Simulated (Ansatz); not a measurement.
Computed with DFT PBE, scalar-relativistic, plane waves, PAW (Ansatz). All cells share a 420 eV cutoff and Γ-centred k meshes spaced at most about 0.3 Å⁻¹ (about 0.25 or finer for metals, 2π included). No spin polarisation in the final relaxations.

All energies are static (0 K, no zero-point motion).

Two forms of InSb₅ were relaxed alike.

A.

```
CELL_PARAMETERS angstrom
6.21100 0.00000 0.00000
-3.10550 5.37889 0.00000
0.00000 0.00000 5.61172
ATOMIC_POSITIONS crystal
In 0.00000 0.00000 0.00000
Sb 0.00000 0.50000 0.50000
Sb 0.50000 0.50000 0.50000
Sb 0.33333 0.66667 0.00000
Sb 0.50000 0.00000 0.50000
Sb 0.66667 0.33333 0.00000
```

B.

```
CELL_PARAMETERS angstrom
7.08334 0.00000 0.00000
0.00000 7.08334 0.00000
0.00000 0.00000 6.28272
ATOMIC_POSITIONS crystal
In 0.00000 0.00000 0.50000
Sb 0.69952 0.69952 0.00000
Sb 0.30048 0.30048 0.00000
Sb 0.69952 0.30048 0.00000
Sb 0.30048 0.69952 0.00000
Sb 0.00000 0.00000 0.00000
```

Question: Which would you expect to be lower, and how large is the difference?

Answer: A is lower, by 260 meV/atom. A has the CaCu5 type, space group P6/mmm (No. 191), 31.2 Å³/atom and no gap on its mesh; B has space group P4/mmm (No. 123), 52.5 Å³/atom and no gap. Counting Sb atoms around In (those within 1.25 times the shortest such distance or 1.15 times the sum of covalent radii, 1.27 where that leaves under three; a plus sign parts nearer from farther groups; the shortest distance is added where it exceeds 1.18 times the sum of covalent radii), A has In 6+12 from 3.6 Å and B has In 2. B holds Sb–Sb nets (shortest 2.83 Å); in A the shortest Sb–Sb distance is 3.11 Å, near bonding range too. The denser one is the lower, and pressure would at first widen the difference. Even the lower one lies +0.28 eV/atom against the reference forms of the elements (uncorrected), so neither is stable at this level. In A, around In lie 6 Sb at 3.59 Å and 12 Sb at 4.19 Å; around Sb on a site of symmetry mmm lie 4 Sb at 3.11 Å and 4 Sb at 3.33 Å; around Sb on a site of symmetry -6m2 lie 6 Sb at 3.33 Å, 3 Sb at 3.59 Å and 3 In at 3.59 Å. In B, around In lie 2 Sb at 3.14 Å; Sb on a site of symmetry m2m is surrounded by 2 Sb at 2.83 Å and 1 Sb at 3.01 Å; Sb on a site of symmetry 4/mmm is surrounded by 4 Sb at 3.01 Å and 2 In at 3.14 Å. Both come from invented guesses. A third cell relaxed alike, in P4/mmm, lies 47 meV/atom below the lower of the two.

These runs have no spin–orbit coupling, which can matter for Sb. Cells relaxed within their symmetry can be saddle points.

The ordering shows that short Sb–Sb bonds alone do not secure a low energy. B has the shorter ones, at 2.83 Å, but its very open framework leaves In with only two long, weak contacts to Sb. A gives up bond strength for many longer contacts, and its advantage probably comes from delocalised, multicentre Sb 5p bonding in a denser packing. Even so, the CaCu5 type suits a large electropositive atom among smaller partners, whereas In and Sb are similar in size and electronegativity. This suggests why A gains too little from In to offset the loss of the bonding in elemental Sb.

The third cell shares B's space group yet lies below A, so B's penalty stems from its particular atomic arrangement, not from tetragonal symmetry, and A is not the ground state at this composition. Because zinc-blende InSb is a stable compound, decomposition into InSb and Sb should be even more favourable than the comparison with the elements implies.
